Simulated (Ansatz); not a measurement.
**A substitution series on Ge: NH2 to Cl**

Gas-phase molecules. On one Ge centre, n of the NH2 ligands are replaced by Cl. The HOMO–LUMO gap y in eV at wB97X-V/def2-TZVPP. Shapes: PBE0-D4/def2-TZVP. Flexible molecules stand in one conformer, not always the lowest. Programs: Ansatz 0.2.0.

| molecule | n | y (eV) |
| --- | --- | --- |
| Ge(NH2)4 | 0 | 11.69 |
| Ge(NH2)2Cl2 | 2 | 12.38 |
| Ge(NH2)Cl3 | 3 | ? |
| GeCl4 | 4 | 12.11 |

Question: Fit y = c + s·n to the known rows and predict Ge(NH2)Cl3.

Answer: 
1. Means of the 3 rows: n = 2.00000, y = 12.060.
2. Σ(Δn)² = 8, Σ(Δn·Δy) = 0.84, so the slope is 0.84/8 = 0.105.
3. Intercept: 12.060 − (0.105) × 2.00000 = 11.850. The largest residual of the fit is 0.32.
4. Ge(NH2)Cl3: 11.850 + (0.105) × 3 = 12.16 eV.

The run gave 11.95 eV, so the prediction is off by +0.21 eV, within the largest residual. The steps per swap are uneven (+0.35, -0.43, +0.16), so a line is a poor model. Other levels give for Ge(NH2)Cl3: BHLYP-D4/def2-TZVPP 9.69; r2SCAN0-D4/def2-TZVPP 7.65 eV. Orbital gaps aren't excitation energies, and the LUMO depends on the basis. Relativity is left out for Ge. The series isn't monotonic at this level.

Replacing NH2 by Cl changes the gap only modestly and without a steady direction: it is widest at Ge(NH2)2Cl2, drops at Ge(NH2)Cl3 and partly recovers in GeCl4. The likely reason is that both frontier levels move down together. Chlorine withdraws σ density from germanium and stabilises the remaining nitrogen lone pairs, which probably form the HOMO as long as an amide is present, but it also lowers the empty Ge–ligand σ* orbitals. The gap records only the small difference between these shifts. The last swap also changes the character of the HOMO, from nitrogen lone pair to chlorine 3p, so equal increments per ligand are not expected. Amide orientation, which alters lone-pair mixing, may add to the unevenness. The fair prediction for Ge(NH2)Cl3 therefore doesn't support additivity: the line rises where the computed gap falls. The much smaller gaps from the two global hybrids probably reflect their weaker long-range exact exchange; with only one molecule compared, they can't show whether the maximum at two chlorines survives a change of functional.
